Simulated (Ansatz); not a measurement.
## A series in volume scale on NbRu3

All results are calculated (Ansatz 0.2.0). Free energy against uniform scaling of the volume at fixed shape and fractions; periodic cell, basis, potentials, k mesh and filling as listed.

The cell before it is scaled or strained (space group P-6m2, No. 187):
```
NbRu3
1.0
      2.7843     0.0000     0.0000
     -1.3921     2.4113     0.0000
      0.0000     0.0000     9.0432
Nb Ru
1 3
Direct
  0.00000 0.00000 0.50000
  0.00000 0.00000 0.00000
  0.33333 0.66667 0.76491
  0.33333 0.66667 0.23509
```

Settings of every row: functional LDA; dispersion none; potentials PAW; wave cutoff 550 eV; density cutoff 2200 eV; k mesh 10x10x3; k shift 0x0x0; occupations cold; smearing width 0.1 eV; spin none.

Limits: coarse k mesh, up to 40 meV an atom off; minimum outside the range; the cell comes from a prototype or a list of computed structures and needn't be the stable phase.

| row | volume scale | V (Å³/atom) | energy above lowest point (meV/atom) |
| --- | --- | --- | --- |
| 1 | 0.9406 | 14.277 | 0 |
| 2 | 0.9703 | 14.728 | 23.6 |
| 3 | 1 | 15.179 | 68.6 |
| 4 | 1.0297 | 15.629 | ? |
| 5 | 1.0594 | 16.08 | 209.3 |

Question: what energy above lowest point should row 4 give?

Worked fit of energy above lowest point. Take u = (V_r/V)^(2/3) − 1 with V_r = 14.954 Å³ an atom, which is twice the finite (Eulerian) strain; such expansions in the strain, on which the Birch-Murnaghan equation of state is built, carry the rest volume and the bulk modulus. The shown rows have u = 0.03137, 0.0102, -0.00991, -0.04725. Least squares give energy above lowest point = 43.72 − 2236.7 × u + 26835 × u² meV/atom; a straight line predicts inner rows, each left out in turn, worse (root mean square 26 against 0.2 meV/atom). The rows lie off it by 0.0, -0.1, 0.1, 0.0. The withheld row has u = -0.029, so the fit gives 43.72 − 2236.7 × (-0.029) + 26835 × (-0.029)² = 131.2 meV/atom.

The calculation gave 131.5 meV/atom. The fit lies 0.3 meV/atom (0.14 % of the column's range) below it; its largest miss of a shown row is 0.1 meV/atom.
